The result energy is the total energy of an aluminium (111) slab with one nitrogen atom held above a chosen place, less the energy at the most favourable place. It was computed with a gradient-corrected density functional. The aluminium atoms stayed fixed, and at each place the nitrogen was free to move only up or down. The fractions $u$ and $v$ measure its position along two surface vectors, starting directly above a surface atom. The result height is its distance above the top aluminium layer, and the work function is the energy needed to take an electron out through the nitrogen-covered face.

PBE calculations with Ansatz 0.2.0 (plane waves, PAW, no spin polarisation or dispersion correction) for N on a rigid three-layer Al(111) slab in a 2×2 cell, with the N height relaxed at each place. Cutoff 420 eV, k mesh 6×6×1, Gaussian smearing 0.1 eV, dipole correction along z. Energies are relative to the lowest place; u and v are fractions of the 1×1 surface vectors.

```
place u (fractional)  place v (fractional)  result energy (eV)  result height (Å)  result work function (eV)
              0.0000                0.0000               4.176              1.760                      6.390
              0.0000                0.1667               3.835              1.680                      6.250
              0.0000                0.3333               2.648              1.420                      5.780
              0.0000                0.5000               1.116              1.070                      5.110
              0.1667                0.3333               3.101              1.510                      5.930
              0.1667                0.6667               1.435              1.130                      5.180
              0.3333                0.1667               3.034              1.500                      5.950
              0.3333                0.6667               0.262              0.830                      4.550
              0.5000                0.3333               1.268              1.130                      5.330
              0.6667                0.3333               0.000              0.830                      4.830
```

Four rows are the familiar sites of this surface. At $(0, 0)$ nitrogen sits atop one aluminium atom, and at $(0, 0.5)$ it bridges two. At $(0.3333, 0.6667)$ and $(0.6667, 0.3333)$ it lies in a hollow between three. The first hollow, called hcp, has a second-layer atom beneath it; the second, called fcc, has a third-layer atom there and is the lowest place of all.

The energy falls as nitrogen gains neighbours. Going from atop to bridge lowers it by 3.06 eV, while going on from bridge to the hollows gains only 0.85 eV (hcp) or 1.12 eV (fcc). The second neighbour is thus worth far more than the third.

The likely reason lies in the open shell of nitrogen. Its three half-filled p orbitals can form bonds in several directions, and a single aluminium atom below cannot serve them all well. In a hollow, three atoms share the task. The individual bonds are then longer, 1.85 Å against 1.76 Å atop, yet together they bind more strongly. The length of the shortest bond is therefore a poor guide to the stability of a site. Bonds between aluminium and nitrogen are also polar, and the attraction between opposite charges favours many neighbours too. The table cannot separate the two effects.

A simple argument suggests why the gain levels off. When an orbital couples to several neighbours, the spread of the resulting levels grows as the square root of the sum of the squared couplings. Electrons that fill the lower levels gain energy roughly in proportion to this spread. A second equal neighbour thus raises the bonding energy by less than the first one supplied, and a third adds less again. Alone, this rule would make the third neighbour worth about three quarters of the second, whereas the table gives about a third. In the model below, most of the further drop comes from the longer bonds in the hollows, which weaken each coupling. The rest comes from more distant atoms, which already help at the bridge. The argument is only a rough guide, because it treats the three p orbitals as one although they point in different directions.

To put this into numbers, let every nearby surface atom count according to its distance $r_i$ from nitrogen:

$$Z=\sum_i \exp\left(-\frac{r_i-r_{\rm top}}{0.37\ \text{Å}}\right),\qquad E=c-b\sqrt{Z}+\text{side term}.$$

Here $r_{\rm top}=1.76$ Å is the bond length atop, and 0.37 Å is a rough, recalled decay length for bonds. The side term has opposite signs towards the two kinds of hollow and vanishes at atop and bridge. A least-squares fit of its amplitude, $c$ and $b$ to all ten rows gives $b=7.8$ eV.

The step from atop to bridge can be worked out by hand. The two bridge bonds of 1.785 Å count $2\exp(-0.025/0.37)=1.87$, and more distant atoms bring $Z$ to 2.04. Atop, $Z$ is 1.08. The predicted gain is $7.8\,(\sqrt{2.04}-\sqrt{1.08})\approx3.0$ eV, close to the computed step, although both rows took part in the fit.

Over the ten rows the typical (root-mean-square) miss is 0.09 eV, small beside the total range of 4.18 eV. A straight line in the height, with the same kind of side term, does better still, at 0.04 eV. That line describes the trend without explaining it, because the height is itself a result of the bonding: between several atoms nitrogen can sink in, above one it cannot. The neighbour model also takes its distances from the computed heights, so it interprets the energies and does not predict them independently. It has no repulsion either, and so counts even a compressed bond as a stronger one.

The top of the range is its least certain part. A free nitrogen atom has three unpaired electrons, but the calculation allowed no spin polarisation. Atop, where bonding pairs these electrons least effectively, a magnetic state could lie lower and reduce the large first step. How much it would do so is untested. The fixed aluminium atoms are a second limit: maps over a rigid surface usually overstate the barriers that an atom meets when it hops between hollows.

The places between the named sites hold a surprise: some have a nearest bond of only 1.69 Å, shorter than atop. Nitrogen is held sideways there, so only the vertical forces on it balance. The likely picture is that the nearest aluminium atom pushes it up while those farther away pull it down, which presses the nearest bond below its preferred length. The short bond is then a sign of strain, and the atom would slide towards a hollow if released.

A second irregularity is that places with the same surroundings in the top layer differ in energy. The hcp hollow lies 0.26 eV above the fcc hollow at the same height. Since the top layer is rigid and looks the same from both, the difference must come from the layers beneath. By symmetry it has to vanish at atop and bridge, and the simplest periodic function that does so falls to two thirds and one third of the hollow value at the other two mirror pairs.

That function predicts 0.17 and 0.09 eV, where the table gives 0.17 and 0.07 eV. The last difference is no larger than the uncertainty that comes with such a thin slab, so only the first of these two values carries weight. The preference for the fcc side may therefore need no separate explanation at each place. It can be read as one weak influence from below, added to the strong effect of the top-layer neighbours.

The work function rises with height, from 4.55 eV in the hcp hollow to 6.39 eV atop. Nitrogen attracts electrons from aluminium, so the surface carries a dipole layer with its negative side outwards, which an escaping electron must cross. Lifting the negative atom widens this layer. A high work function atop therefore need not mean that more charge has moved to nitrogen.

A least-squares line through all ten rows, again with a side term, gives a rise of 1.84 eV per Å. For one nitrogen atom on a cell of 28.3 Å$^2$, electrostatics turns this into a dipole change of $1.84\times28.3/(4\pi\times14.4)\approx0.29$ electron charges times the distance moved. This is not the charge on nitrogen, because electrons may rearrange as it moves. For an aluminium surface that carries single nitrogen atoms, the hollow values matter most, since the hollows are the lowest places of this map.

Even the two hollows differ in work function, by 0.28 eV at equal height, and the fcc side has the higher value in every mirror pair. The side with the lower energy is thus also the side with the higher work function. Perhaps nitrogen draws slightly more charge where no second-layer atom lies beneath it, but that is a guess. Whether charge transfer links the two differences, and how the deeper layers bring it about, remains open.
